# Distant-pair radiative tunnelling kinetics

An irradiated feldspar grain or silicate glass holds electrons and holes in deep traps. Where thermal release is frozen out, an electron can still recombine by tunnelling to a hole centre some nanometres away, and part of these events give a photon. This page derives the decay of the trapped population, the nearly $1/t$ afterglow and the steady state under continuous excitation. Lengths are in nm, densities in cm$^{-3}$ (1 nm$^{-3}$ = $10^{21}$ cm$^{-3}$), times in s, and $\ln$ is the natural logarithm.

## Premises

1. **Immobile carriers.** Trapped electrons (density $n$) and holes (density $p$) stay on their sites until they recombine. There is no thermal release and no hopping between traps.
2. **Exponential rate.** An electron and a hole a distance $r$ apart recombine at the rate
$$w(r)=\frac{1}{\tau(r)},\qquad \tau(r)=\tau_0\,e^{2r/a}.$$
The rate is proportional to a squared matrix element between the two localised states. At large $r$ this element falls as the tail $e^{-r/a}$ of the more extended state, and squaring gives the factor 2. For a trap of depth $E_t$ and tunnelling mass $m^*$, $a=\hbar/\sqrt{2m^*E_t}$. All pairs share one $a$ and one $\tau_0$, and rates to different partners add.
3. **Random start.** At $t=0$ electrons and holes form two independent Poisson distributions of densities $n_0$ and $p_0$. An electron keeps no memory of the hole it was created with, which is the meaning of *distant pair* as opposed to *geminate pair*.
4. **Pair closure (mean field).** The chance that a carrier recombines with a third party does not depend on its having a given partner at distance $r$.

A fixed fraction $\eta$ of the events emits a photon. We write $I=-dn/dt$ for the recombination rate per volume, so the light output is $\eta I$.

## Step 1: pair equation

Let $\rho(r,t)\,d^3r$ be the number of surviving electron-hole pairs per volume with relative position in $d^3r$, counting every electron with every hole. Each event removes one electron and one hole, so, exactly,
$$\dot n=\dot p=-\int w(r)\,\rho(r,t)\,d^3r .$$
A pair leaves the count in three ways: it recombines (rate $w$), its electron recombines with another hole, or its hole recombines with another electron. Premise 4 sets the last two rates equal to the average loss rates $-\dot n/n$ and $-\dot p/p$:
$$\partial_t\rho=-w\rho+\left(\frac{\dot n}{n}+\frac{\dot p}{p}\right)\rho .$$
Write $\rho=np\,g(r,t)$. Differentiating the product reproduces the bracket, which cancels, and $\partial_t g=-wg$ remains. Premise 3 gives $g(r,0)=1$, hence $g=e^{-w(r)t}$. Since $we^{-wt}=\partial_t(1-e^{-wt})$,
$$\dot n=-np\,\dot V,\qquad V(t)=\int_0^\infty 4\pi r^2\left[1-e^{-t/\tau(r)}\right]dr .$$
$V(t)$ is the volume around a survivor that has been cleared of partners. Time enters only through $V$.

## Step 2: swept volume and sharp radius

Put $y=2r/a$, $L=\ln(t/\tau_0)$ and $v_0=\frac{4\pi}{3}(a/2)^3$. Then $t/\tau(r)=e^{L-y}$ and
$$V=v_0\int_0^\infty 3y^2\left[1-\exp\!\left(-e^{L-y}\right)\right]dy .$$
The bracket is close to 1 for $y<L$ and falls as $e^{L-y}$ for $y>L$. Replacing it by a step at $y=L$, where $\tau(r)=t$, defines the sharp radius:
$$R(t)=\frac a2\ln\frac{t}{\tau_0},\qquad V\approx\frac{4\pi}{3}R^3=v_0L^3 .$$
All pairs closer than $R$ count as gone and all others as intact.

The cost of the step can be computed. Integrate by parts, where the boundary terms vanish, and substitute $u=e^{L-y}$, so that $y=L-\ln u$:
$$V=v_0\int_0^{t/\tau_0}(L-\ln u)^3e^{-u}\,du .$$
For $t\gg\tau_0$ the upper limit goes to infinity, at a cost suppressed by $e^{-t/\tau_0}$. The integrals $\int_0^\infty(\ln u)^ke^{-u}du$ are the derivatives $\Gamma^{(k)}(1)$, namely $1$, $-\gamma$, $\gamma^2+\pi^2/6$ and $-\gamma^3-\gamma\pi^2/2-2\zeta(3)$ for $k=0$ to 3, with $\gamma$ Euler's constant. Expanding the cube and collecting powers of $\mu=L+\gamma$ gives
$$V=v_0\,\Phi(L),\qquad \Phi=\mu^3+\frac{\pi^2}{2}\mu+2\zeta(3).$$
The edge is thus centred at $y=L+\gamma$, with variance $\pi^2/6$, a standard deviation of $0.64\,a$ in $r$. The sharp radius underestimates $V$ by the fraction $3\gamma/L$ to leading order. Replacing $t$ by $e^\gamma t=1.781\,t$ inside the logarithm removes this term and leaves a relative remainder $\pi^2/2\mu^2$.

## Step 3: surviving density

With $V$ as the variable, $dn/dV=dp/dV=-np$, and $\Delta=p-n=p_0-n_0$ is constant.

**Equal populations.** For $n=p$, $dn/dV=-n^2$ means $d(1/n)/dV=1$, so with the sharp radius
$$\boxed{\frac{1}{n(t)}=\frac{1}{n_0}+\frac{4\pi}{3}R(t)^3}$$
or $n=n_0/(1+x)$ with $x=n_0V$. The sharp picture gives this directly: as $R$ grows by $dR$, each survivor finds a partner in the new shell with probability $4\pi R^2n\,dR$, so $dn=-4\pi R^2n^2dR$.

**Unequal populations.** Since $d\ln(p/n)/dV=-n+p=\Delta$, we have $p/n=(p_0/n_0)e^{\Delta V}$, and $p=n+\Delta$ gives
$$n=\frac{n_0\Delta}{p_0e^{\Delta V}-n_0}.$$
For $\Delta\to0$ the denominator tends to $\Delta(1+n_0V)$ and the boxed law returns. For $n_0\ll p_0$ the result is $n=n_0e^{-x}$ with $x=p_0V$. This limit needs no closure. The holes are not depleted, an electron with holes at distances $r_i$ survives with probability $\prod_ie^{-w(r_i)t}$, and the Poisson average of a product $\prod_i f(r_i)$ is $\exp[-p_0\int(1-f)\,d^3r]=e^{-p_0V}$. This is the form that Thomas, Hopfield and Augustyniak gave in 1965 for donor-acceptor pairs. With $\rho'=p_0v_0$ and $V\approx v_0\mu^3$ it reads $n=n_0\exp\{-\rho'[\ln(1.781\,t/\tau_0)]^3\}$. Fading formulas for feldspar have this shape, with the factor rounded to 1.8.

## Step 4: afterglow

From Step 1, $I=np\,\dot V$. In the sharp model $\dot V=4\pi R^2\dot R$ and $\dot R=a/2t$, so for equal populations
$$\boxed{I(t)=\frac{2\pi a\,R(t)^2\,n(t)^2}{t}}$$
With the soft edge, $\dot L=1/t$ gives $I=n^2v_0\Phi'(L)/t$ with $\Phi'=3\mu^2+\pi^2/2$. This reduces to the boxed form when $\Phi'$ is replaced by $3L^2$, because $3v_0L^2=2\pi aR^2$.

Define the local exponent $k=-d\ln I/d\ln t$. In the sharp model $I\propto L^2e^{-L}(1+x)^{-2}$ with $x\propto L^3$ and $d\ln t=dL$, so
$$k=1-\frac2L+\frac{6x}{L(1+x)} .$$
The growing shell area lowers $k$, depletion raises it, and the two cancel at $x=1/2$. For all $x$, $k$ lies between $1-2/L$ and $1+4/L$, close to 1 when $L$ is several tens. With holes in excess, $I\propto L^2e^{-L}e^{-x}$ and $k=1-2/L+3x/L$. The $1/t$ law arises because every decade of time advances $R$ by the same $(a/2)\ln10$ and so removes nearly the same number of pairs.

The fractional loss of trapped electrons per decade, relative to those left at time $t$, is
$$g_{10}=-\frac{d\ln n}{d\log_{10}t}=\ln 10\; p\,v_0\Phi'(L),$$
with $p=n_0/(1+x)$ for equal populations and $p=p_0$ for holes in excess.

## Step 5: steady generation

Let electrons and holes each be captured into traps at the rate $G$ per volume, at random positions, with $n=p$. A new electron forms pairs with all trapped holes and a new hole with all trapped electrons, a source $Gp+Gn=2Gn$ for $\rho$ at every $r$. In the steady state recombination balances capture, so the average loss rate per carrier is $G/n=1/T$. Here
$$T=n/G$$
is the mean time a carrier spends in its trap, because a steady population equals input rate times mean residence time. The pair equation of Step 1 becomes $0=2Gn-w\rho-2\rho/T$, and with $2Gn=2n^2/T$,
$$\rho=\frac{n^2}{1+wT/2}.$$
The balance $G=\int w\rho\,d^3r$, multiplied by $T/n$, gives
$$2nW=1,\qquad W=\int_0^\infty 4\pi r^2\,\frac{wT/2}{1+wT/2}\,dr=3v_0\int_0^\infty\frac{y^2\,dy}{1+e^{y-\Lambda}},\qquad \Lambda=\ln\frac{T}{2\tau_0}.$$
In words, every generated pair supplies two newcomers, each finds on average $nW$ partners in range, and together they must cause one recombination. The integral is a Fermi-Dirac integral of order two, equal to $(\Lambda^3+\pi^2\Lambda)/3$ up to a term of order $e^{-\Lambda}$. Therefore
$$\boxed{n=\frac{1}{2v_0(\Lambda^3+\pi^2\Lambda)},\qquad \Lambda=\ln\frac{n}{2G\tau_0}}$$
For $\Lambda\gg\pi$ this is $\frac{4\pi}{3}R_s^3\,n=\frac12$ with $R_s=(a/2)\Lambda$: the carriers sit about one tunnelling radius apart, and that radius belongs to the pair lifetime $T/2$. Eliminating $n$ leaves one equation,
$$\Lambda+\ln(\Lambda^3+\pi^2\Lambda)=\ln\frac{1}{4v_0G\tau_0},$$
so $G$ enters $n$ only through a logarithm, and $n$ rises as $\Lambda^{-3}$ when stronger excitation shortens $R_s$.

For the local exponent $s=d\ln n/d\ln G$, the first boxed relation gives $d\ln n=-\beta\,d\Lambda$ with $\beta=(3\Lambda^2+\pi^2)/(\Lambda^3+\pi^2\Lambda)$, and the second gives $d\Lambda=d\ln n-d\ln G$. Hence
$$s=\frac{\beta}{1+\beta}\approx\frac{3}{\Lambda+3},\qquad T\propto G^{-(1-s)}\ \text{locally}.$$
The mean lifetime varies almost as $1/G$. The recombination flux per unit $y$ is proportional to $y^2/(1+e^{y-\Lambda})$. Since $y=\ln(\tau/\tau_0)$, the pair lifetimes $\tau(r)$ of the recombining pairs are spread over many decades, with a weight that rises as $y^2$ and is cut off near $\tau=T/2$. A cut-off that moves as $G^{-(1-s)}$ marks distant pairs, since the lifetimes of isolated geminate pairs do not depend on $G$.

## Range of validity

**The closure at small $x$.** Take the sharp model with $n_0=p_0$ and $\nu=n/n_0$. Exactly, $d\nu/dx=-P$, where $P$ is the probability that an electron $e_0$ and a hole $h_0$ placed a distance $R$ apart both survive until the radius reaches $R$. The closure sets $P=\nu^2$. Expand both in powers of $n_0$, that is, in the number of further carriers involved. One further carrier, or two of the same sign, can remove only one member of the pair, and these terms agree. The first difference comes from one further hole $h_1$ and one further electron $e_1$. Let $\alpha=|h_1-e_0|$, $\beta_1=|e_1-h_0|$, $d=|h_1-e_1|$. If only $\alpha<R$, the pair is saved when $d<\alpha$, in $P$ and in $\nu^2$ alike, and similarly if only $\beta_1<R$. If both are below $R$, the pair is saved only when $d<\min(\alpha,\beta_1)$, whereas $\nu^2$ counts a rescue for $d<\alpha$ and another for $d<\beta_1$. The overcount is one whenever $d<\max(\alpha,\beta_1)$. Thus
$$P=\nu^2-c\,x^2+O(x^3),\qquad \nu=\frac{1}{1+x}+\frac c3x^3+O(x^4),$$
where $c$ is the probability that $d<\max(\alpha,\beta_1)$ for $h_1$ and $e_1$ uniform in the spheres of radius $R$ about $e_0$ and $h_0$. By symmetry $c_1\le c\le2c_1$, with $c_1$ the probability that $d<\alpha$. Set $R=1$ and $D=|h_1-h_0|$, which runs from $1-\alpha$ to $1+\alpha$. The region open to $e_1$ is the lens common to the unit sphere about $h_0$ and the sphere of radius $\alpha$ about $h_1$, of volume $\pi(1+\alpha-D)^2[D^2+2D(1+\alpha)-3(1-\alpha)^2]/12D$, and the volume element for $h_1$ is $2\pi\alpha D\,d\alpha\,dD$. The $D$ integral of the polynomial is $16\alpha^4-\frac{48}{5}\alpha^5$, so
$$c_1=\frac{9}{16\pi^2}\cdot\frac{\pi^2}{6}\int_0^1\alpha\left(16\alpha^4-\tfrac{48}{5}\alpha^5\right)d\alpha=\frac{17}{140},$$
and $0.121\le c\le0.243$. The mean-field law is exact through $x^2$. At the next order it underestimates $n/n_0$ by $0.040\,x^3$ to $0.081\,x^3$ and overestimates $I$ by the fraction $cx^2$.

**The closure at large $x$.** The net number of electrons minus holes in a large volume starts with a variance of $2n_0$ per volume. Removing neutral pairs shorter than $R$ cannot change it in volumes much larger than $R^3$, whereas random survivors would show only $2n$. The survivors must therefore gather in clumps of like sign. If a clump has a volume of order $V$, the variance per volume is of order $n^2V$, and equating this to $n_0$ gives $n\sim(n_0/V)^{1/2}$, above the mean-field limit $1/V$. This is a scaling argument and not a proof, but it shows that the boxed decay law cannot be carried to $x\gg1$ from a Poisson start. It serves for $x$ up to about one half. The limit $n_0\ll p_0$ has no such restriction.

**The steady state.** Here $nW=1/2$ is not small, so the closure is not controlled. With independent random capture the net carrier number in a volume $W$ also gains variance at the rate $2GW=1/T$, which reaches $(nW)^2=1/4$ after $T/4$. A true steady state needs a restoring effect outside the premises, such as the Coulomb field steering free carriers towards regions of opposite net charge. If that effect holds $nW$ at a constant of order one, the number $1/2$ is uncertain by a factor of order one, while the logarithmic form and $s$ survive, because the constant only shifts $\Lambda$ by its logarithm.

**Other conditions.**

- $L\gg1$ for the sharp radius, and $t$ long compared with the irradiation time.
- The separation at creation must exceed $R$, or geminate pairs add a density-independent channel. An initial correlation $g_0(r)$ multiplies the integrand of $V$, and the sharp intensity by $g_0(R)$.
- Thermal release, tunnelling from thermally or optically populated excited states of larger $a$, and hopping to empty traps must be slower than $1/t$. Band-tail carriers, which hop downwards in energy, violate this at early times.
- A prefactor $(r/a)^m$ in $w$ shifts $L$ by about $m\ln(R/a)$. It varies slowly and is absorbed in an effective $\tau_0$. With a spread in $a$, $V\propto a^3$ is averaged over partners and favours large $a$.
- The sample must be thick compared with $R$.

## Numerical illustration

### Afterglow and fading with feldspar-like inputs

The inputs are illustrative: $a=0.20$ nm, which means $m^*E_t=0.95\,m_e$ eV (for example a trap about 2 eV deep and about half the free-electron mass); $\tau_0=10^{-15}$ s, the typical order of the attempt time adopted in fading fits, with emission following the tunnelling step quickly; and $p_0=5\times10^{17}$ cm$^{-3}$. The density was chosen so that the loss per decade falls in the range of a few per cent typical of the infrared-stimulated signal of potassium feldspar, so the fading rate below is not a prediction. Then $v_0=4.19\times10^{-3}$ nm$^3$ and $\rho'=2.09\times10^{-6}$. The columns for $n$ and $I$ use $x=\rho'\Phi(L)$.

| $t$ (s) | $L$ | $R$ (nm) | $\rho'L^3$ | $x$ | $n/n_0$, equal | $10^3It/n_0$, equal | $n/n_0$, holes in excess |
|---|---|---|---|---|---|---|---|
| $10^2$ | 39.1 | 3.91 | 0.126 | 0.132 | 0.88 | 7.7 | 0.877 |
| $10^5$ (1.2 d) | 46.1 | 4.61 | 0.205 | 0.213 | 0.82 | 9.3 | 0.808 |
| $10^8$ (3.2 a) | 53.0 | 5.30 | 0.311 | 0.322 | 0.76 | 10 | 0.725 |
| $10^{12}$ (32 ka) | 62.2 | 6.22 | 0.503 | 0.518 | 0.66 | 11 | 0.596 |

Over ten decades of time $R$ grows from about 4 to 6 nm and $It$ changes by a factor of 1.4. At $10^5$ s the model gives, for equal populations, $I=4.6\times10^{10}$ cm$^{-3}$ s$^{-1}$, $k=0.98$ and $g_{10}=2.6$ % per decade. With holes in excess $g_{10}=3.1$ % per decade.

The neglected terms have the following sizes. At $10^5$ s the soft-edge volume exceeds the sharp one by 4.0 %, and exceeds $v_0\mu^3$ by 0.23 %. A prefactor with $m=1$ shifts $L$ by 3.1, more than $\gamma=0.58$, so the soft-edge refinement means little unless $\tau_0$ is treated as an effective constant. In the last row the leading closure correction raises $n/n_0$ by 0.006 to 0.011 and lowers $I$ by 3 to 7 %. If both centres carry opposite unit charges, their attraction at $R=4.6$ nm with a typical $\varepsilon_r\approx6$ is 0.052 eV, against $k_BT=0.026$ eV at 300 K. Capture from a thermalised gas could then raise $g_0(R)$ by up to the Boltzmann factor 7.5. A density extracted from a fit is therefore an effective one, and only the combination $\rho'$ has meaning.

### Steady excitation with silicon-nitride-like inputs

Amorphous silicon nitride, the charge-storage dielectric of memory stacks, traps both carriers. Take a film much thicker than $R_s$, at cryogenic temperature, with illustrative $a=0.25$ nm ($m^*E_t=0.61\,m_e$ eV) and a typical radiative $\tau_0=10^{-8}$ s, so $v_0=8.18\times10^{-3}$ nm$^3$. Solving the equation for $\Lambda$ gives:

| $G$ (cm$^{-3}$ s$^{-1}$) | $\Lambda$ | $R_s$ (nm) | $n$ ($10^{18}$ cm$^{-3}$) | $T$ (s) | $s$ |
|---|---|---|---|---|---|
| $10^{11}$ | 34.3 | 4.3 | 1.5 | $1.5\times10^7$ | 0.080 |
| $10^{14}$ | 28.0 | 3.5 | 2.8 | $2.8\times10^4$ | 0.096 |
| $10^{17}$ | 21.8 | 2.7 | 5.8 | 58 | 0.120 |

A millionfold increase of $G$ raises the model's $n$ by a factor of 3.8 only. The columns $n$ and $T$ are mean-field values and carry the order-one uncertainty of the constant $1/2$. The exponent is insensitive to it: doubling the constant changes $s$ in the middle row from 0.096 to 0.094. Trap filling enters through $G$, which is the rate of capture into traps, and a fourfold cut of $G$ lowers $n$ in the middle row by the factor $4^{-s}=0.88$. Trap densities in such films are typically of order $10^{19}$ cm$^{-3}$. The model's total $2n=1.2\times10^{19}$ cm$^{-3}$ in the last row reaches that level, so there a real film saturates at its trap density and holds fewer carriers than the model, by tens of per cent in a trap-rich film and by a factor of several in a trap-poor one.